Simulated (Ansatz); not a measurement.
A series in volume scale on TaN

Results calculated with Ansatz 0.2.0, not measured. Free energy against uniform scaling of the volume at fixed shape and fractions; periodic cell, basis, potentials, k mesh and filling as listed.

The cell before it is scaled or strained (space group P6/mmm, No. 191):
```
cell vectors (Å)
   5.1910     0.0000     0.0000
  -2.5955     4.4955     0.0000
   0.0000     0.0000     2.9080
atoms (fractions of the cell vectors)
Ta  0.00000  0.00000  0.00000
Ta  0.33333  0.66667  0.50000
Ta  0.66667  0.33333  0.50000
N   0.50000  0.00000  0.00000
N   0.50000  0.50000  0.00000
N   0.00000  0.50000  0.00000
```

Settings of every row: functional PBEsol; dispersion none; potentials PAW; wave cutoff 510 eV; density cutoff 2040 eV; k mesh 5x5x8; k shift 0x0x0; occupations fermi dirac; smearing width 0.05 eV; spin none.

Limits: coarse k mesh, up to 40 meV an atom off; no spin-orbit coupling, which can matter with elements this heavy.

| row | volume scale | V (Å³/atom) | energy above lowest point (meV/atom) |
| --- | --- | --- | --- |
| 1 | 0.92 | 10.405 | 90.2 |
| 2 | 0.9467 | 10.707 | ? |
| 3 | 0.9733 | 11.008 | 10.2 |
| 4 | 1 | 11.31 | 0 |
| 5 | 1.0267 | 11.612 | 6.1 |
| 6 | 1.0533 | 11.913 | 26.5 |
| 7 | 1.08 | 12.215 | 59.3 |

Question: what energy above lowest point should row 2 give?

Worked fit of energy above lowest point. Take u = (V_r/V)^(2/3) − 1 with V_r = 11.461 Å³ an atom, which is twice the finite (Eulerian) strain; such expansions in the strain, on which the Birch-Murnaghan equation of state is built, carry the rest volume and the bulk modulus. The shown rows have u = 0.06656, 0.02725, 0.00888, -0.00869, -0.02546, -0.04159. Least squares give energy above lowest point = 1.13 − 356.4 × u + 25212 × u² + 3705 × u³ meV/atom; a parabola predicts inner rows, each left out in turn, worse (root mean square 0.18 against 0.06 meV/atom). All shown rows lie on it to the printed digit. Its lowest point lies at u = 0.0071, or V = 11.34 Å³ an atom, and the curvature there gives the bulk modulus at fixed shape and fractions, B = (4/9)(1 + u)² E″(u)/V = 322 GPa. Letting shape and atoms relax would as a rule lower it, by much in layered, chain or molecular crystals. The withheld row has u = 0.04641, so the fit gives 1.13 − 356.4 × (0.04641) + 25212 × (0.04641)² + 3705 × (0.04641)³ = 39.3 meV/atom.

The calculation gave 39.3 meV/atom. The fit meets it to the printed digit.
